**X-ray form factors of twelve-electron ions: screened hydrogenic shells against interpolation**

The table holds the coherent scattering factor $f$ at $s=0.35$, $0.9$ and $1.4$ Å⁻¹ and $\Sigma\langle r^2\rangle$ for ions from Al+ to Mn13+, from non-relativistic Hartree-Fock at the radial basis limit. The program tests a sum of hydrogenic shell form factors with screened charges taken from orbital $\langle r^2\rangle$ (A) or $\langle1/r\rangle$ (B), the small-$s$ expansion, and a four-neighbour cubic interpolation. It predicts the withheld rows Ca8+ and Sc9+ from the other eight, with leave-one-out error bars. The bare models have rms errors of 0.3 to 7.1% in $f$, and B places the peaks of $df/dZ$ at 0.9 and 1.4 Å⁻¹ near the right $Z$, while the expansion lies below the table in every known row. All predictions fall within their bars, and plain interpolation is mostly closer than the corrected model, so the hits show smoothness and do not confirm the model.

Twelve-electron ions, all [Ne] 3s2, computed with the B-spline radial atomic code version 1 using all-electron non-relativistic Hartree-Fock averaged over the configuration, with a point nucleus, at the radial basis-set limit. f is the coherent X-ray scattering factor of the spherical density at s = sin θ/λ, in Å⁻¹, and Σ<r²> is summed over all electrons.

## Script

```python
# Table: X-ray form factors f(s) at s = 0.35, 0.9, 1.4 1/A and sum <r^2> of 12-electron ions; B-spline atomic code, non-rel. Hartree-Fock.
# Tested: screened hydrogenic shell sum (A: Zeff from <r^2>, B: from <1/r>), small-s expansion, plain interpolation; held rows predicted.
T = {
    'ion': ['Al+', 'P3+', 'S4+', 'Cl5+', 'K7+', 'Ca8+', 'Sc9+', 'Ti10+', 'Cr12+', 'Mn13+'],
    'Z': [13, 15, 16, 17, 19, 20, 21, 22, 24, 25],
    'charge': [1, 3, 4, 5, 7, 8, 9, 10, 12, 13],  # e
    'f_0_35': [7.311, 8.135, 8.513, 8.864, 9.468, 9.72, 9.942, 10.137, 10.459, 10.591],  # electrons
    'f_0_9': [2.702, 3.615, 4.082, 4.526, 5.311, 5.651, 5.962, 6.248, 6.763, 6.999],  # electrons
    'f_1_4': [1.566, 1.888, 2.107, 2.362, 2.948, 3.262, 3.577, 3.886, 4.471, 4.741],  # electrons
    'r2': [17.28, 8.945, 7.017, 5.684, 3.981, 3.412, 2.96, 2.594, 2.043, 1.832],  # bohr²
}
HELD = [5, 6]  # rows withheld from the fit
import numpy as np
from scipy.constants import physical_constants as pc
cols = ['f_0_35', 'f_0_9', 'f_1_4', 'r2']; s = np.array([0.35, 0.9, 1.4]); q = 4*np.pi*s*pc['Bohr radius'][0]*1e10
K = [i for i in range(len(T['Z'])) if i not in HELD]; Z = np.array([T['Z'][i] for i in K], float); ion = [T['ion'][i] for i in K]
Y = np.array([[T[c][i] for c in cols] for i in K], float)
# further outputs of the same runs (known rows only): orbital <r^2> (bohr^2), then <1/r> (1/bohr), for 1s 2s 2p 3s
O = {13: [.019457, .45810, .45499, 6.7973, 12.590, 2.3507, 2.2056, .53998], 15: [.014482, .31339, .28989, 3.2748, 14.575, 2.8410, 2.7118, .79236],
     16: [.012678, .26548, .23946, 2.5121, 15.569, 3.0875, 2.9642, .91250], 17: [.011190, .22777, .20124, 1.9994, 16.564, 3.3347, 3.2164, 1.0306],
     19: [.0089016, .17297, .14801, 1.3648, 18.554, 3.8305, 3.7199, 1.2629], 22: [.0065877, .12158, .10063, .86715, 21.543, 4.5762, 4.4740, 1.6059],
     24: [.0055117, .099081, .080696, .67495, 23.537, 5.0742, 4.9760, 1.8326], 25: [.0050697, .090106, .072889, .60233, 24.534, 5.3233, 5.2269, 1.9456]}
O = np.array([O[int(z)] for z in Z]); occ = np.array([2, 2, 6, 2]); n2 = np.array([1, 4, 4, 9]); c2 = np.array([3, 42, 30, 207])
sig = [Z[:, None] - np.sqrt(c2/O[:, :4]), Z[:, None] - n2*O[:, 4:]]; cf = [np.polyfit(10/Z, g, 2) for g in sig]
r = np.linspace(0, 90, 3001)
D = np.array([r*np.exp(-r), r*(1-r/2)*np.exp(-r/2), r*r*np.exp(-r/2), r*(1-2*r/3+2*r*r/27)*np.exp(-r/3)])**2; D /= D.sum(1)[:, None]
zeff = lambda z, m: z - np.array([np.polyval(cf[m][:, j], 10/z) for j in range(4)])
parts = lambda z, m: np.array([[occ[j]*D[j] @ np.sinc(x/zeff(z, m)[j]*r/np.pi) for j in range(4)] for x in q])
model = lambda z, m: np.append(parts(z, m).sum(1), occ @ (c2/zeff(z, m)**2))
f = lambda a, d=3: ' '.join(f'{x:.{d}f}' for x in a)
print('q (1/bohr):', f(q), '| rounding floor 0.0005 (r2 of Al+ 0.005)')
for m in (0, 1): print('AB'[m], 'sigma 1s 2s 2p 3s,', ion[0], f(sig[m][0], 2), '|', ion[-1], f(sig[m][-1], 2))
M = [np.array([model(z, m) for z in Z]) for m in (0, 1)]; E = [100*(x/Y - 1) for x in M]
print('raw model error %, f.35 f.9 f1.4 r2: A (r2 built in) | B')
for k in range(len(Z)): print(' ', ion[k], f(E[0][k], 1), '|', f(E[1][k], 1))
rms = np.array([np.sqrt((e**2).mean(0)) for e in E]); best = rms.argmin(0)
print('rms %: A', f(rms[0], 1), '| B', f(rms[1], 1), '| best', ''.join('AB'[b] for b in best))
for k in (0, len(Z)-1):
    for c in range(3): print(f'{ion[k]} s={s[c]} model {"AB"[best[c]]} 1s 2s 2p 3s (e):', f(parts(Z[k], best[c])[c], 2), f'sum {M[best[c]][k, c]:.2f} table {Y[k, c]:.3f}')
ex = 12 - np.outer(Y[:, 3], q**2)/6
print('expansion at 0.35 (e):', f(ex[:, 0], 2)); print('  minus table (e):', f(ex[:, 0] - Y[:, 0], 2))
print('expansion at 0.9, 1.4 for', ion[-1], '(e):', f(ex[-1, 1:], 1), '| r2 first/last', f'{Y[0, 3]/Y[-1, 3]:.2f}')
print('3s share of r2 (%):', f(200*O[:, 3]/Y[:, 3], 0))
sl = np.diff(Y[:, :3], axis=0)/np.diff(Z)[:, None]; mid = (Z[1:] + Z[:-1])/2; zg = np.arange(Z[0], Z[-1] + .01, .5)
print('interval midpoints Z:', f(mid, 1))
for c in range(3): print(f'df/dZ table s={s[c]}:', f(sl[:, c]))
for c in (1, 2):
    m = best[c]; g = np.diff([model(z, m)[c] for z in zg])/.5; j = g.argmax(); k = sl[:, c].argmax()
    print(f's={s[c]} peak: table Z {mid[k]:.1f}, q/Z2p {q[c]/zeff(mid[k], m)[2]:.2f}, q*slope {q[c]*sl[k, c]:.2f}; model Z {zg[j]+.25:.2f}, q*slope {q[c]*g[j]:.2f}')
def corr(keep, z, c): return model(z, best[c])[c] + np.polyval(np.polyfit(10/Z[keep], (Y[:, c] - M[best[c]][:, c])[keep], 3), 10/z)
def interp(keep, z, c):
    x, y = Z[keep], Y[keep, c]; p = -0.5 if c == 3 else 1.0; a = int(np.clip(np.searchsorted(x, z) - 2, 0, len(x) - 4))
    return np.polyval(np.polyfit(x[a:a+4] - z, y[a:a+4]**p, 3), 0.0)**(1/p)
al = np.arange(len(Z))
bar = [[max(5e-4, max(abs(g(al != k, Z[k], c) - Y[k, c]) for k in al[1:-1])) for c in range(4)] for g in (corr, interp)]
print('bars = worst interior leave-one-out miss; f in e, r2 in bohr^2; miss = prediction - computed')
for i in HELD:
    for c in range(4):
        z, v = float(T['Z'][i]), T[cols[c]][i]; p0, p1, p2 = model(z, best[c])[c], corr(al >= 0, z, c), interp(al >= 0, z, c)
        print(f"{T['ion'][i]} {cols[c]}: raw {p0:.3f}; corr {p1:.3f}+-{bar[0][c]:.4f}; interp {p2:.3f}+-{bar[1][c]:.4f}; computed {v:.3f}; miss {p0-v:+.3f} {p1-v:+.4f} {p2-v:+.4f}")
for c in cols[:3]: print('revealed steps K-Ca-Sc-Ti', c, f(np.diff(T[c][min(HELD)-1:max(HELD)+2])), '(floor 0.001)')
assert (sl > 0).all() and (np.diff(Y[:, 3]) < 0).all()
assert (np.diff(sl[:, 0]) < 0).all() and mid[sl[:, 1].argmax()] < mid[sl[:, 2].argmax()] < mid[-1]
assert np.abs(O[:, :4] @ occ/Y[:, 3] - 1).max() < 1e-3
assert (ex[:, 0] < Y[:, 0]).all() and Y[0, 2] < 2
```

It prints:

```
q (1/bohr): 2.327 5.985 9.310 | rounding floor 0.0005 (r2 of Al+ 0.005)
A sigma 1s 2s 2p 3s, Al+ 0.58 3.42 4.88 7.48 | Mn13+ 0.67 3.41 4.71 6.46
B sigma 1s 2s 2p 3s, Al+ 0.41 3.60 4.18 8.14 | Mn13+ 0.47 3.71 4.09 7.49
raw model error %, f.35 f.9 f1.4 r2: A (r2 built in) | B
  Al+ 0.4 -13.5 -5.1 -0.3 | 4.3 -5.0 -2.2 20.3
  P3+ -0.4 -7.7 -10.1 0.3 | 0.9 -2.2 -4.6 15.9
  S4+ -0.4 -4.8 -10.6 0.1 | -0.2 -0.4 -5.0 14.0
  Cl5+ -0.3 -2.8 -10.0 -0.0 | -0.7 1.1 -4.9 12.5
  K7+ -0.2 -0.8 -7.0 -0.1 | -1.0 2.6 -3.1 10.2
  Ti10+ -0.1 -0.2 -2.9 -0.1 | -0.9 2.1 -0.1 8.2
  Cr12+ -0.1 -0.1 -1.5 0.0 | -0.7 1.4 1.2 7.3
  Mn13+ -0.0 -0.1 -1.0 0.1 | -0.6 1.0 1.5 6.9
rms %: A 0.3 5.8 7.1 0.2 | B 1.7 2.4 3.3 12.7 | best ABBA
Al+ s=0.35 model A 1s 2s 2p 3s (e): 1.97 1.32 4.02 0.04 sum 7.34 table 7.311
Al+ s=0.9 model B 1s 2s 2p 3s (e): 1.79 0.06 0.71 0.01 sum 2.57 table 2.702
Al+ s=1.4 model B 1s 2s 2p 3s (e): 1.55 -0.00 -0.03 0.02 sum 1.53 table 1.566
Mn13+ s=0.35 model A 1s 2s 2p 3s (e): 1.99 1.84 5.62 1.13 sum 10.59 table 10.591
Mn13+ s=0.9 model B 1s 2s 2p 3s (e): 1.94 1.14 4.02 -0.04 sum 7.07 table 6.999
Mn13+ s=1.4 model B 1s 2s 2p 3s (e): 1.86 0.50 2.33 0.12 sum 4.81 table 4.741
expansion at 0.35 (e): -3.60 3.92 5.66 6.87 8.41 9.66 10.16 10.35
  minus table (e): -10.91 -4.21 -2.85 -2.00 -1.06 -0.48 -0.30 -0.24
expansion at 0.9, 1.4 for Mn13+ (e): 1.1 -14.5 | r2 first/last 9.43
3s share of r2 (%): 79 73 72 70 69 67 66 66
interval midpoints Z: 14.0 15.5 16.5 18.0 20.5 23.0 24.5
df/dZ table s=0.35: 0.412 0.378 0.351 0.302 0.223 0.161 0.132
df/dZ table s=0.9: 0.457 0.467 0.444 0.393 0.312 0.257 0.236
df/dZ table s=1.4: 0.161 0.219 0.255 0.293 0.313 0.292 0.270
s=0.9 peak: table Z 15.5, q/Z2p 0.53, q*slope 2.79; model Z 15.25, q*slope 3.17
s=1.4 peak: table Z 20.5, q/Z2p 0.57, q*slope 2.91; model Z 20.75, q*slope 3.23
bars = worst interior leave-one-out miss; f in e, r2 in bohr^2; miss = prediction - computed
Ca8+ f_0_35: raw 9.707; corr 9.720+-0.0037; interp 9.720+-0.0045; computed 9.720; miss -0.013 +0.0001 -0.0003
Ca8+ f_0_9: raw 5.800; corr 5.655+-0.0180; interp 5.651+-0.0062; computed 5.651; miss +0.149 +0.0039 +0.0001
Ca8+ f_1_4: raw 3.195; corr 3.261+-0.0200; interp 3.260+-0.0063; computed 3.262; miss -0.067 -0.0010 -0.0024
Ca8+ r2: raw 3.407; corr 3.417+-0.0269; interp 3.412+-0.0139; computed 3.412; miss -0.005 +0.0051 -0.0004
Sc9+ f_0_35: raw 9.932; corr 9.941+-0.0037; interp 9.942+-0.0045; computed 9.942; miss -0.010 -0.0013 -0.0003
Sc9+ f_0_9: raw 6.108; corr 5.958+-0.0180; interp 5.962+-0.0062; computed 5.962; miss +0.146 -0.0043 -0.0001
Sc9+ f_1_4: raw 3.542; corr 3.583+-0.0200; interp 3.575+-0.0063; computed 3.577; miss -0.035 +0.0064 -0.0024
Sc9+ r2: raw 2.956; corr 2.968+-0.0269; interp 2.960+-0.0139; computed 2.960; miss -0.004 +0.0081 -0.0004
revealed steps K-Ca-Sc-Ti f_0_35 0.252 0.222 0.195 (floor 0.001)
revealed steps K-Ca-Sc-Ti f_0_9 0.340 0.311 0.286 (floor 0.001)
revealed steps K-Ca-Sc-Ti f_1_4 0.314 0.315 0.309 (floor 0.001)
```
